## Results and discussion

When every edge of a crystal changes by 3 %, its volume changes by about 9 %, because three edges scale together. If the crystal were equally stiff at every volume, squeezing and stretching it by this amount would give pressures of nearly equal size and opposite sign. Hexagonal close-packed cobalt, computed with the PBEsol functional, behaves differently: it reaches 27.8 GPa at the strongest compression but only −17.6 GPa at the largest stretch. Its magnetic moment also changes, rising with volume by unequal steps. The usual explanations of both trends start from what the electrons gain and lose when neighbouring atoms move apart.

Scalar-relativistic PBEsol calculations with Ansatz 0.2.0 for hcp cobalt (two atoms per cell), with collinear spins, PAW, a 420 eV plane-wave cutoff, a 24×24×14 k mesh and Gaussian smearing of 0.1 eV. Energies are extrapolated to zero smearing and given relative to the standard crystal of cobalt; pressure and stress are positive in compression.

```
volume (Å³/atom)     c/a  shortest distance (Å)  energy over elements (eV/atom)  pressure (GPa)  stress xx (GPa)  stress zz (GPa)  cell moment (muB)
           9.466  1.6160                  2.366                           0.071          27.810           27.960           27.500              3.000
           9.762  1.6160                  2.391                           0.030          17.030           17.120           16.850              3.040
          10.064  1.6160                  2.415                           0.007           7.820            7.860            7.720              3.090
          10.372  1.6160                  2.439                           0.000           0.020            0.050           -0.050              3.150
          10.686  1.6160                  2.464                           0.007          -6.710           -6.680           -6.780              3.210
          11.007  1.6160                  2.488                           0.026         -12.590          -12.580          -12.630              3.250
          11.334  1.6160                  2.513                           0.057         -17.640          -17.670          -17.600              3.280
```

A positive pressure means that the cell pushes outward, and a negative one that it has to be held open. The energy over elements is measured from the same metal at equilibrium, so here it is simply the energy of straining the crystal. It tells the same story as the pressure: 3 % compression costs 0.071 eV per atom, 3 % expansion 0.057 eV. The slope of the energy between neighbouring rows reproduces the mean pressure of each step to within about 0.3 GPa, so the asymmetry does not depend on which of the two columns is read.

### What a constant stiffness would give

The bulk modulus $B$ measures the pressure needed for a given relative change of the volume $V$. If it is held constant, its definition integrates to a simple law for the pressure $P$, with $V_0$ the volume of the row at almost zero pressure:

$$B=-V\,\frac{dP}{dV}\quad\Rightarrow\quad P=-B\,\ln\frac{V}{V_0}$$

The two neighbours of the equilibrium row supply $B$, and the law can then be tried on the most compressed cell, which had no part in setting it:

$$B=\frac{7.82+6.71}{\ln(10.686/10.064)}\approx 242\ \text{GPa},\qquad P=-242\,\ln\frac{9.466}{10.372}\approx 22.1\ \text{GPa}$$

The estimate falls short of the computed pressure by a fifth. At the stretched end it errs in the opposite sense and gives a tension too large by slightly more than a fifth. On both sides the error, relative to the computed pressure, grows by about 7 percentage points for each per cent of edge change. The outer rows played no part in setting $B$, and the printed output after this text lists the estimate for every row.

### Why the crystal softens as it expands

The estimate fails because the stiffness itself changes: it falls at every step of expansion, and between the first step and the last it drops by a factor of two. The reason lies in the balance that fixes the equilibrium volume. Electrons in bonding 3d states pull the atoms together. Against them, the s and p electrons gain kinetic energy when they are confined to less space, and the exclusion principle keeps them out of the atomic cores, which take up a growing part of a shrinking cell.

For the crystal to be stable, the outward push must change faster with volume than the inward pull. Otherwise a slight squeeze would leave a net pull inward, and the crystal would go on shrinking. Stability requires only that the push has the larger slope at equilibrium. The asymmetry needs more: this lead has to grow as the cell shrinks, which is what theory expects of the repulsion. On compression the steeper repulsion then takes over more and more, while on expansion both forces weaken and the crystal yields more easily. The calculation does not split the energy into these parts, so this division into push and pull is a theoretical argument and not a result read from the table. Magnetism is expected to contribute as well: a moment that grows with volume adds an outward pressure and lowers the stiffness, but without non-magnetic runs its share cannot be separated.

A diatomic molecule shows the same behaviour in a simpler form. Its energy curve has a steep wall at short distance and a gentle slope at long distance, and its bond is therefore harder to shorten than to lengthen by the same amount. The analogy holds for the shape of the energy curve only. It does not extend to the magnetic moment of the metal, which depends on how electrons fill broad bands shared by all atoms.

### Why the moment grows, and why fastest in the middle

The cell moment belongs to two atoms, so the moment per atom rises from 1.50 to 1.64 $\mu_\mathrm{B}$, or by 9 %, while the volume grows by 20 %. Every cell is a metal with parallel moments on its two atoms, kept equal by the symmetry of the cell. Moment and pressure change smoothly from row to row, so the rise is a gradual change within one magnetic state, not a switch between two.

A moment arises when electrons leave the less populated spin direction, the minority, for the majority. Each transfer lowers the exchange energy, but the electron must move from a filled level to an empty one higher in the band. When the atoms move apart, the 3d orbitals overlap less and the band narrows. Its levels then lie closer together and the transfer becomes cheaper, while the exchange gain, which arises mostly inside each atom, hardly changes. This is the standard explanation for moments that grow on expansion; the band widths themselves were not evaluated here.

The electron counts assigned to the 3d shell support the picture. Between the rows at 9.762 and 11.007 Å³ per atom, the majority gains about 0.04 electrons per atom and the minority loses about 0.07. Most of the growth is thus a transfer between spins within the shell. The rest of the minority loss leaves the 3d shell, mainly for 4s states, although such counts depend on how the electron density is divided among orbitals.

The gain per step is largest on either side of equilibrium, at 0.06 $\mu_\mathrm{B}$ per cell, and falls to half of that in the last step. Part of the early acceleration is expected because a narrowing band packs more states around the Fermi level, the energy up to which levels are filled. A given shift between the two spin bands then moves more electrons. By the usual rule, however, the width of a 3d band falls as the inverse fifth power of the distance, or by about 5 % per step, while the gain in moment grows by half from the first step to the third. The Fermi level therefore probably also passes through a crowded group of levels near the top of the majority band. The later slowing would follow if the majority 3d band becomes full, because it can then accept no more electrons. The moment could still grow, but only slowly, as minority 3d electrons leave for s and p states, where only those that enter majority levels add to it. This is a weak source: the 4s count gains almost equally in both spins, and the region outside the atomic spheres carries a moment opposite to the total, from −0.11 $\mu_\mathrm{B}$ per cell in the smallest cell to −0.15 in the largest.

One quantity from the same runs fits this reading. The entropy introduced by the smearing of the occupations is a rough gauge of the number of states near the Fermi level. It climbs by a quarter from the most compressed cell to equilibrium and then stays level to within 2 %, although narrowing alone should keep raising it. The climb thus stops close to where the moment steps begin to shrink, as would be expected if the top of the majority 3d band sinks below the Fermi level in this range of volumes. The evidence is indirect: narrowing by the fifth-power rule would already supply about 16 % of climb up to equilibrium, and the entropy counts both spins, with the minority states expected to dominate. A density of states separated by spin would settle the point; without it, the filling of the band remains an inference.

### The fixed shape of the cell

All cells keep the same c/a, the ratio of height to edge, so they need not be under equal stress in all directions. In the most compressed cell the stress in the plane (xx) exceeds that along the axis (zz) by 0.46 GPa, less than 2 % of the pressure. If it could change its shape at this volume, the cell would spread slightly in the plane and become flatter. The difference falls at every step of expansion and changes sign in the last row. Around equilibrium the fall nearly pauses: from the equilibrium row to the next larger cell the unrounded difference goes only from 0.102 to 0.093 GPa, and both print as 0.10 GPa when taken from the rounded columns. The pause lies where the moment grows fastest, so a coupling between the moment and the preferred c/a is a possible cause. An effect of the k mesh is not excluded, since the mesh was not varied.

### What an error in volume does to the other properties

The computed equilibrium volume lies about 6 % below the measured one, taken as a rough recalled value of 11 Å³ per atom. Thermal expansion and zero-point motion are absent from the calculation, but they would close only a small part of this gap. PBEsol is known to bind magnetic 3d metals too tightly. The row closest to the measured volume is therefore, for this functional, a crystal under a tension of 12.6 GPa.

The two trends show which properties suffer from this. Between the computed equilibrium and the row at 11.007 Å³ per atom, the bulk modulus drops from 242 to 186 GPa, by nearly a quarter, while the moment rises by only 3 %. A stiffness computed at the PBEsol equilibrium thus carries the error in volume with it, strongly magnified. The moment is much more forgiving, probably because the majority 3d states are already nearly full and leave little room for further transfer.

Output of the analysis:

```
Steps from the row above:
     row  pressure from energy slope GPa  mean printed pressure GPa  bulk modulus GPa  moment gain muB per cell
   9.762                           22.19                      22.42             350.1                      0.04
  10.064                            12.2                      12.43             302.3                      0.05
  10.372                           3.641                       3.92             258.7                      0.06
  10.686                          -3.572                     -3.345             225.7                      0.06
  11.007                          -9.483                      -9.65             198.7                      0.04
  11.334                          -15.19                     -15.12             172.5                      0.03
Rows:
     row  pressure at constant stiffness GPa  estimate less computed GPa  stress xx less zz GPa  moment muB per atom  smearing entropy relative to row 10.372
   9.466                               22.15                      -5.664                   0.46                  1.5                                    0.796
   9.762                               14.69                      -2.344                   0.27                 1.52                                    0.835
  10.064                               7.304                     -0.5162                   0.14                1.545                                   0.9306
  10.372                                   0                       -0.02                    0.1                1.575                                        1
  10.686                              -7.226                     -0.5162                    0.1                1.605                                    0.985
  11.007                               -14.4                      -1.807                   0.05                1.625                                   0.9818
  11.334                              -21.49                       -3.85                  -0.07                 1.64                                    1.012
Bulk modulus at equilibrium from the two neighbours, GPa: 242.3
Bulk modulus around row 11.007 from the two neighbours, GPa: 185.7
Ratio of first to last step bulk modulus: 2.03
Strain energy at 3 % compression over that at 3 % expansion: 1.246
Rise of volume over the series, %: 19.73
Rise of moment over the series, %: 9.333
Majority 3d gain from row 9.762 to 11.007, electrons per atom: 0.0396
Minority 3d loss from row 9.762 to 11.007, electrons per atom: 0.0745
Growth of 3d spin difference from row 9.762 to 11.007, muB per atom: 0.1141
Growth of cell moment from row 9.762 to 11.007, muB per atom: 0.105
Computed equilibrium volume below the rough recalled 11, %: 5.709
```
